**Q:** I want to put the reaction of stannane with hydrogen chloride, which gives SnH₃Cl and H₂, into a gas-phase reactor model. My PBE barrier lies several kcal/mol below the coupled-cluster one. Is PBE the odd one out?

**A:** No, it has company.

SnH₄ + HCl → SnH₃Cl + H₂ in the gas phase, from complex to complex, computed with Ansatz 0.2.0. Electronic energies use def2-TZVPP (core potential on Sn) at PBE0-D4/def2-TZVP structures; correlated methods freeze the cores but not the filled d shell of Sn. The reference is CCSD(T) at the basis-set limit (barrier 29.62, step energy −17.16 kcal/mol).

| method | class | exact exchange, short range (%) | exact exchange, long range (%) | barrier (kcal/mol) | barrier less reference (kcal/mol) | reverse barrier (kcal/mol) | step energy (kcal/mol) |
| --- | --- | --- | --- | --- | --- | --- | --- |
| SPW92 | LDA | 0 | 0 | 20.76 | -8.86 | 32.34 | -11.58 |
| PBE-D4 | GGA | 0 | 0 | 23.82 | -5.80 | 39.09 | -15.28 |
| BLYP-D4 | GGA | 0 | 0 | 25.91 | -3.71 | 42.12 | -16.21 |
| r2SCAN-D4 | meta-GGA | 0 | 0 | 25.20 | -4.42 | 41.96 | -16.76 |
| B97M-V | meta-GGA | 0 | 0 | 28.57 | -1.05 | 43.57 | -15.00 |
| PBE0-D4 | global hybrid | 25 | 25 | 27.21 | -2.41 | 42.53 | -15.32 |
| B3LYP-D4 | global hybrid | 20 | 20 | 28.52 | -1.10 | 44.57 | -16.05 |
| r2SCAN0-D4 | global hybrid | 25 | 25 | 27.95 | -1.67 | 44.30 | -16.35 |
| BHLYP-D4 | global hybrid | 50 | 50 | 31.84 | 2.22 | 48.36 | -16.52 |
| CAM-B3LYP-D4 | range-separated | 19 | 65 | 31.19 | 1.57 | 46.13 | -14.94 |
| wB97X-V | range-separated | 17 | 100 | 31.18 | 1.56 | 47.33 | -16.15 |
| wB97M-V | range-separated | 15 | 100 | 30.50 | 0.88 | 46.53 | -16.03 |
| B2PLYP | double hybrid | 53 | 53 | 31.04 | 1.42 | 46.89 | -15.85 |
| PBE-QIDH | double hybrid | 69 | 69 | 30.60 | 0.98 | 46.27 | -15.67 |
| RPA on PBE | RPA | n/a | n/a | 34.21 | 4.59 | 48.11 | -13.90 |
| HF | Hartree-Fock | 100 | 100 | 40.52 | 10.90 | 57.33 | -16.80 |
| MP2 | wave function | n/a | n/a | 32.34 | 2.72 | 48.62 | -16.28 |
| CCSD | wave function | n/a | n/a | 35.70 | 6.08 | 49.68 | -13.98 |
| CCSD(T) | wave function | n/a | n/a | 33.84 | 4.22 | 48.13 | -14.28 |

The first five rows are semilocal functionals: they estimate the exchange energy from the electron density and related quantities, point by point. The hybrids replace a share of that estimate with exact exchange, which is worked out from the orbitals as in Hartree-Fock theory. All five semilocal rows put the barrier below the CCSD(T) limit value, forwards and in reverse. For PBE the forward shortfall is 5.8 kcal/mol, which at 600 K would make the step roughly a hundred times too fast, other factors being equal.

**Q:** The reaction releases energy. Perhaps PBE makes the products too stable, and the barrier is dragged down with them?

**A:** That is a sensible suspicion, and it has a name, the Bell-Evans-Polanyi rule. Among similar reactions, the one that runs further downhill usually has the lower barrier. A transition state midway between start and end feels about half of any change in the step energy. If the rule explained our errors, the functionals with low barriers would be those with too exothermic a step.

Against the limit value the table shows the reverse. Every method in it makes the step less exothermic than that value, so by this rule every forward barrier should be too high. Against CCSD(T) in the same basis the sign turns for all functionals but SPW92 and RPA, yet the size fails: PBE makes the step 1.0 kcal/mol too exothermic and the barrier about 10 too low. You needn't even trust the reference to see the rule fail. From SPW92 to PBE the step becomes more exothermic by 3.7 kcal/mol, which should lower the barrier by about 1.9, yet the barrier rises by 3.1.

**Q:** Could the step energy still be to blame for what remains between PBE and a hybrid?

**A:** Compare PBE with PBE0, which differ mainly in the quarter of exact exchange. The step energy is the same to within 0.1 kcal/mol, while the barrier rises by 3.4. Hartree-Fock makes the point from the other side: its step energy is almost at the limit value, and its barriers are about 11 kcal/mol too high in both directions. The main error therefore lies in the height of the transition state relative to both ends, and a good reaction energy is no guarantee of a good rate.

**Q:** What is so special about the transition state?

**A:** Its bonding is spread over four atoms. The new H–H bond is nearly formed, at 0.9 Å, while the Sn–H bond that breaks has stretched to 2.0 Å, against about 1.7 Å for the other three. Chlorine has moved well away from its hydrogen, to 1.7 Å, but is still 2.8 Å from tin. The hydrogen it is leaving is itself only 2.1 Å from tin, so the young H₂ lies almost side-on to the metal. The electrons that sat in two ordinary bonds at the start can be expected to spread over Sn, H, H and Cl.

Semilocal functionals favour such sharing too much. In the classical part of the energy the electron cloud repels itself, and this includes the repulsion of each electron by its own charge. Exact exchange removes that false piece completely. A semilocal functional removes it fairly well for an electron held in one compact region, but takes off too much when the electron is spread over several centres. Looking only at local quantities, it can't tell a whole electron in one place from fractions of it in several.

This is called delocalisation error. The start and end complexes have mostly ordinary two-centre bonds and suffer less from it, so the transition state sinks relative to both. That chain of reasoning comes from established theory. The table supports it through the low barriers in both directions and through their rise with exact exchange, though no row isolates the error by itself.

**Q:** Can I estimate how much a given share of exact exchange will raise the barrier?

**A:** Yes, with one line of algebra. If the orbitals hardly change, swapping a share $a$ of semilocal exchange for exact exchange changes every energy in proportion to $a$. The barrier is a difference of two such energies, so

$$B(a) = B(0) + k\,a .$$

Here $B(0)$ is the barrier without exact exchange, and $k$ tells how much more the swap costs the transition state than the starting complex. I took $k$ from BLYP and BHLYP alone, so it also takes in any change in their dispersion corrections. It comes to 1.19 kcal/mol for each 10 % of exact exchange.

Now use it on PBE0, which played no part in finding $k$. The PBE barrier is 23.8 kcal/mol, and 25 % of exact exchange adds 2.5 times 1.19, or 3.0. The estimate is 26.8 kcal/mol, against a computed 27.2. B3LYP and r2SCAN0 are predicted equally well, as the output below the text shows, though B3LYP differs from BLYP in its other weights too.

**Q:** So the straight line confirms delocalisation error?

**A:** Not by being straight. A hybrid is built by linear mixing, so a nearly straight line is expected while the orbitals change little, and no family here has enough points to test it. What carries information is that exact exchange raises the barrier, and by a similar amount in three different families of functionals. The line also has an end. Carried on from BLYP to 100 %, it falls almost 3 kcal/mol short of the Hartree-Fock barrier.

Theory offers a reason for that. Hartree-Fock has all the exact exchange but no correlation, the energy that electrons gain by avoiding one another. Half-made and half-broken bonds gain more of it than ordinary ones, so leaving it out puts the transition state too high. In the same basis, CCSD(T) brings the Hartree-Fock barrier down by 6.7 kcal/mol. That is more than twice the gap. If the correlation in BLYP is worth a similar amount, the line itself can be expected to flatten before 100 %, as the orbitals adjust to the exact exchange. More exact exchange thus helps only up to a point, unless the correlation improves with it.

**Q:** But B97M-V has no exact exchange at all, and its barrier is closer to the limit than that of PBE0. Doesn't that sink your explanation?

**A:** It sinks the simple version, in which exact exchange is the only cure. From SPW92 to B97M-V the barrier climbs by 7.8 kcal/mol without any exact exchange, more than the 5.9 gained from BLYP to BHLYP. SPW92 knows only the local density and treats it as a uniform electron gas, which is known to overbind crowded arrangements such as this one. Density gradients correct part of that. B97M-V also uses the kinetic-energy density, which helps to tell one kind of bonding from another. But so does r2SCAN, and its barrier is no higher than that of BLYP. The ingredient alone is not enough, then: it also matters how a functional uses it, and B97M-V was fitted to reference energies and carries its own nonlocal term for dispersion.

Measured against the limit, its forward barrier flatters it, however. B97M-V is only 1.1 kcal/mol too low forwards but 3.2 too low in reverse. Its step is not exothermic enough, and this hides part of the low transition state when you look in the forward direction only. Averaging the two errors measures the transition state against the midpoint of the two ends, and leaves a shortfall of 2.1 kcal/mol. That is better than PBE0 and far better than PBE, but the transition state is still too low.

**Q:** Then why not tune the share of exact exchange until the barrier is right?

**A:** Because the answer depends on what you call right. The BLYP line meets the CCSD(T) limit at about 31 % exact exchange, but meets the CCSD(T) value in the finite basis only at about 67 %. Those two reference barriers differ by 4.2 kcal/mol through the basis and the way the limit is reached, not through any failure of CCSD(T). The limit should be the better target, since correlated wave functions converge slowly with the basis and density functionals usually much faster, though the table has no second basis for the functionals to check this. A share tuned to one barrier would still inherit every uncertainty of that reference. One of these is that CCSD(T) starts from a single electron configuration, an approach that fails once bonds are stretched far enough. Here new bonds form while the old ones stretch, so I expect no breakdown, but no row in the table tests this.

For your reactor model I would take a range-separated hybrid of the kind that uses more exact exchange at long range (some, such as HSE06, do the opposite), or a double hybrid, which adds a share of wave-function correlation. All five of them lie within 1.6 kcal/mol of the limit forwards and within 0.7 in reverse. B97M-V and B3LYP are as close forwards, but 2 to 3 kcal/mol too low in reverse. Differences of a few tenths among them are no ground for a choice, all the more since every row uses the same PBE0 structures and the double hybrids share some of the slow basis convergence of wave-function methods. The finding that semilocal barriers are too low is safer: it holds against either reference. Don't put the tabulated barriers straight into the model, though. They are electronic energies without spin-orbit coupling, which I expect to matter little for closed-shell tin compounds. They are also counted from the nearest complex, which need not be the most stable one, while a gas-phase rate starts from the separated molecules and needs zero-point and thermal terms as well.

**Q:** How would I guess the behaviour of another reaction?

**A:** Ask how the bonding at the top of the barrier differs from that at the two ends. When a hydrogen atom takes an atom from H₂, start and end are identical, so no method can get the step energy wrong. Semilocal functionals are nevertheless known to put that barrier too low, because three atoms share the electrons at the top. Rotation about the C–C bond in ethane is the opposite case: no bond is half broken, and the same functionals do well. The stannane reaction belongs with the first.

The analysis program printed:

```
Errors against the basis-set limit in kcal/mol:
           row  reverse barrier  step energy  mean of forward and reverse
         SPW92           -14.44         5.58                       -11.65
        PBE-D4            -7.69         1.88                       -6.745
       BLYP-D4            -4.66         0.95                       -4.185
     r2SCAN-D4            -4.82          0.4                        -4.62
        B97M-V            -3.21         2.16                        -2.13
       PBE0-D4            -4.25         1.84                        -3.33
      B3LYP-D4            -2.21         1.11                       -1.655
    r2SCAN0-D4            -2.48         0.81                       -2.075
      BHLYP-D4             1.58         0.64                          1.9
  CAM-B3LYP-D4            -0.65         2.22                         0.46
       wB97X-V             0.55         1.01                        1.055
       wB97M-V            -0.25         1.13                        0.315
        B2PLYP             0.11         1.31                        0.765
      PBE-QIDH            -0.51         1.49                        0.235
    RPA on PBE             1.33         3.26                         2.96
            HF            10.55         0.36                        10.72
           MP2             1.84         0.88                         2.28
          CCSD              2.9         3.18                         4.49
       CCSD(T)             1.35         2.88                        2.785
reference reverse barrier, kcal/mol: 46.78
barrier rise per 10 % exact exchange from BLYP and BHLYP, kcal/mol: 1.186
B3LYP predicted less computed, kcal/mol: -0.238
PBE0 predicted less computed, kcal/mol: -0.425
r2SCAN0 predicted less computed, kcal/mol: 0.215
HF predicted from the BLYP line less computed, kcal/mol: -2.75
PBE to PBE0 barrier change, kcal/mol: 3.39
PBE to PBE0 change expected from half the step energy, kcal/mol: -0.02
BLYP to BHLYP barrier change, kcal/mol: 5.93
BLYP to BHLYP change expected from half the step energy, kcal/mol: -0.155
SPW92 to PBE barrier change, kcal/mol: 3.06
SPW92 to PBE change expected from half the step energy, kcal/mol: -1.85
r2SCAN to r2SCAN0 barrier change, kcal/mol: 2.75
B97M-V less SPW92 barrier, kcal/mol: 7.81
B97M-V less PBE0 barrier, kcal/mol: 1.36
exchange share where the BLYP line meets the limit value, %: 31.28
exchange share where the BLYP line meets finite-basis CCSD(T), %: 66.86
CCSD(T) less HF barrier in the same basis, kcal/mol: -6.68
```
